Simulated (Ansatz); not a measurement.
# Convergence of the electronic dielectric constant ε∞ of wurtzite SiC with k-mesh length in LDA linear response

In wurtzite SiC every silicon atom is bonded to four carbon atoms and every carbon to four silicon atoms. The bonds are strong and polar, and filled and empty states are separated by a wide gap. All members of the series are this one crystal in one fixed cell, and only the k mesh changes. We examine how fast the error of ε∞ falls as the mesh is refined, from which side, and which mesh brings it within 1 %. ε∞ sets the refractive index below the gap and the screening of the ionic charges that split the polar optical modes, so it matters for SiC in optics and power electronics. The shortfall is counted from the LDA value on the 16×16×8 mesh, 7.007, not from experiment.

## Set-up

One crystal, SiC (wurtzite) (known phase), relaxed once; then the k mesh alone was changed at fixed cell. The structures stem from measured cells of the Crystallography Open Database, directly or through a relaxation at another level; cell and atoms were relaxed at zero pressure at each row's own level, inside the symmetry of the start, with no thermal or zero-point expansion. Program: Ansatz 0.2.0, plane waves, LDA, the program's earlier default PAW potentials, scalar-relativistic without spin-orbit coupling, no spin polarisation. Wave-function cutoff 420 eV (the default for the potentials of each cell); on the k meshes (Γ-centred) the least product of divisions and cell-vector length runs from 10 to 40 Å, relaxations included. Residual pressures at rest stay under 0.01 GPa. Occupations: fixed. Harmonic modes at natural masses come from linear response (density functional perturbation theory), with the acoustic sum rule imposed. ε∞ comes from the response to a homogeneous electric field. Times are rough, from shared Arm server processors. The tabled runs alone: cutoff 420 eV, k length 10 to 35 Å. Warnings of the programs on runs behind the rows: field response mesh resolution (k 4×4×2, k 6×6×3, k 8×8×4).

Notes on method and selection:

- In a crystal with a gap, sums over a regular mesh converge exponentially, more slowly the smaller the direct gap; from which side depends on how the field is represented on the mesh.
- The densest mesh need not be converged, which bends the last points down.
- Runs that did not converge, have known faults or may not be shown are not listed, and runs on Ansatz's PAW sets soft_1 and soft_2 are kept to separate tables.

Columns:

- k-mesh length (Å): k-mesh length, the least over the axes of divisions times cell-vector length.
- direct gap (eV): least direct Kohn-Sham gap on the mesh.
- shortfall of ε∞: shortfall of ε∞ against its value 7.007 on the densest mesh run (16×16×8).
- ε∞: electronic dielectric constant ε∞, a third of the trace.
- highest mode (cm⁻¹): highest zone-centre mode, no LO-TO term.
- cost (core-s): processor time, shared machines, rough.

## Computed values

```
member     k-mesh length (Å)  direct gap (eV)  shortfall of ε∞  ε∞     highest mode (cm⁻¹)  cost (core-s)
k 4×4×2    10.0               3.90             0.6435           6.364  840.38               12
k 6×6×3    15.0               3.92             0.2174           6.790  840.96               25
k 8×8×4    20.1               3.92             ?                ?      ?                    52
k 10×10×5  25.1               3.92             0.01673          6.990  841.09               91
k 12×12×6  30.1               3.92             0.00407          7.003  841.08               150
k 14×14×7  35.1               3.92             9.00×10⁻⁴        7.006  841.08               240
```

Cells marked ? are withheld until the estimate has been made.

## Reading the trend

ε∞ approaches its dense-mesh value from below on every mesh shown. The shortfall drops from 0.6435 at 10.0 Å to 9.00×10⁻⁴ at 35.1 Å. One step of about 5 Å divides it by 0.6435 / 0.2174 = 2.96 at the coarse end and by 0.01673 / 0.00407 = 4.11 between 25.1 and 30.1 Å. Under a power law these factors would shrink as the mesh grows, so the decay is of the exponential kind expected for a crystal with a gap. There the response varies smoothly with k, and the parts that a mesh misses die off exponentially with its length.

The last factor, 0.00407 / 0.000900 = 4.52, is inflated by the reference. If the error still falls about fourfold per step, the 16×16×8 value is itself short by roughly 0.0009 / (4 − 1) = 0.0003, which matters only for the last rows.

The ground state is unlikely to be the main source of the error. On the coarsest mesh the highest mode is within 0.1 % of its dense-mesh value, while ε∞ is short by 0.6435 / 7.007 = 9.2 %. The direct gap there is 0.02 eV smaller, which would raise ε∞, not lower it. A possible cause is the field term, which needs the change of the wave functions with k. A derivative built from few mesh points can miss the parts that vary fastest with k, which would weaken the response. A simple difference between neighbouring points would leave an error that falls only as a power of the mesh length, so the rapid decay seen here speaks against that simplest form.

The component along the hexagonal axis falls further short than the one across it. This fits the mesh geometry: with an axial ratio near 1.6, 4×4×2 is about 4 / (2 × 1.6) = 1.25 times longer across the axis than along it.

One per cent of the reference is 0.01 × 7.007 = 0.070. The 6×6×3 mesh misses this with 3.1 %, and 10×10×5 meets it with 0.24 %.

## Prediction

Plain estimates from the members shown:

- k 8×8×4, straight-line interpolation between k 6×6×3 and k 10×10×5: w = (20.1 − 15.0) / (25.1 − 15.0) = 0.505, so 0.2174 + 0.505 × (0.01673 − 0.2174) = 0.1161

The straight-line value of 0.1161 for 8×8×4 is too high, because a nearly exponential decay sags below the chord. The geometric mean of the two neighbours, √(0.2174 × 0.01673) = 0.0603, is better but slightly low, since the decay steepens along the series.

We therefore interpolate the logarithm of the shortfall with a cubic in the number of divisions through 4×4×2, 6×6×3, 10×10×5 and 12×12×6. At the midpoint this gives

s₈ = (s₆ s₁₀)^(2/3) / (s₄ s₁₂)^(1/6) = (0.2174 × 0.01673)^(2/3) / (0.6435 × 0.00407)^(1/6) = 0.0637,

where the index is the first division number of the mesh.

The same kind of cubic, drawn through the four other shown meshes, can be tried on known members. For 10×10×5 it gives

0.2174^0.5 × 0.00407 / (0.6435^0.2 × 0.000900^0.3) = 0.0170

against 0.01673 in the table, and for 6×6×3

0.6435^0.4 × 0.01673^2 × 0.000900^0.6 / 0.00407^2 ≈ 0.21

against 0.2174. The misses are about 2 % and 3 %. Taking 3 % of 0.0637 gives an error bar of 0.002. The remaining error of the reference, about 0.0003, lies well inside it.

The estimate corresponds to 0.0637 / 7.007 = 0.9 %, so 8×8×4 should just bring the averaged ε∞ within 1 %. The margin is narrow, and the component along the axis, which converges more slowly, may still lie outside. Where 1 % is needed for each component, 10×10×5 is the safer choice.

**Committed estimate, k 8×8×4: shortfall of ε∞ = 0.064 ± 0.002.**

## The withheld result

```
member   k-mesh length (Å)  direct gap (eV)  shortfall of ε∞  ε∞     highest mode (cm⁻¹)  cost (core-s)
k 8×8×4  20.1               3.92             0.05073          6.956  841.03               52
```

```
member   estimate       shortfall of ε∞  computed  estimate − computed  miss in error bars
k 8×8×4  committed      0.06400          0.05073   +0.01327             6.6
k 8×8×4  interpolation  0.1161           0.05073   +0.06534
```

Our estimate of 0.064 ± 0.002 missed: the computed shortfall is 0.05073, 6.6 error bars lower. The estimate is too high by 0.01327 / 0.05073 = 26 %. It still beats the straight-line value of 0.1161, but the geometric mean of the two neighbours, 0.0603, which we had set aside as slightly low, comes closer and is itself too high.

The approach from below and the nearly exponential decay held. The steady steepening that we read into the series failed. The factors per step are 2.96, 4.29, 3.03, 4.11 and 4.52, so the first four alternate. Our two trials did not reveal this. An alternation of constant strength would have shown in them, but the contributions of one that fades along the series can largely cancel there, while at 8×8×4 they add up. The error bar taken from them was far too small.

The verdict on 1 % stands with more room than expected, at 0.05073 / 7.007 = 0.7 %. Both tensor components also meet 1 % on this mesh, so our reservation about the axial one was unnecessary.

## Residuals

No mesh leaves the overall decay by much, but three depart from the geometric mean of their neighbours in alternating directions. The 6×6×3 shortfall is 0.2174 / √(0.6435 × 0.05073) = 1.20 times that mean, the 8×8×4 one 0.05073 / 0.0603 = 0.84 times, and the 10×10×5 one 0.01673 / √(0.05073 × 0.00407) = 1.16 times.

A possible cause is the parity of the axial divisions. A Γ-centred mesh with an even number contains the zone face perpendicular to the axis, and one with an odd number does not. The in-plane divisions are even throughout. The alternation follows this parity and is stronger in the component along the axis, but axial and in-plane divisions were not varied separately in this series.

At 12×12×6 the pattern has faded to a few per cent, where the small remaining error of the reference mesh already affects the comparison.

## Cost against accuracy

Going from 4×4×2 to 8×8×4 raises the cost from 12 to 52 core-s and cuts the shortfall from 9.2 % to 0.7 %. Going on to 14×14×7 takes 240 core-s, 240 / 52 = 4.6 times as much, and brings the shortfall to about 0.01 %. For a target of 1 %, 8×8×4 is the cheapest mesh shown that suffices, although the program still flags its field response as coarsely resolved. The 10×10×5 mesh is free of that warning and costs 91 core-s, so in a cell of this size there is little reason to economise.

## Rules of thumb and their limits

Between 10 and 35 Å the shortfall of ε∞ falls by a factor of 3 to 4.5 for every 5 Å of mesh length, always from below. A mesh of 20 Å brings it to 0.7 %, and one of 25 Å to 0.24 %. The geometric mean of the two neighbouring meshes reproduces the four inner members of the series to between 5 and 19 %, which is the accuracy to expect for a missing mesh.

For the refractive index, taken as √ε∞, the 8×8×4 mesh gives √6.956 = 2.637 against √7.007 = 2.647, an error of 0.010. With 4×4×2 the error is 0.12.

The LDA itself usually makes ε∞ of such semiconductors too large, often by several per cent. That is of the same order as the error of the coarsest mesh and opposite in sign, so a coarse mesh can agree with experiment through cancellation. Beyond 20 Å the functional, rather than the mesh, is likely to limit the accuracy.

[Logs are printed without paths, hosts, clocks, repeated set-up lines and the standing remarks that a program may print on its own settings, such as how far it seeks lower states.]
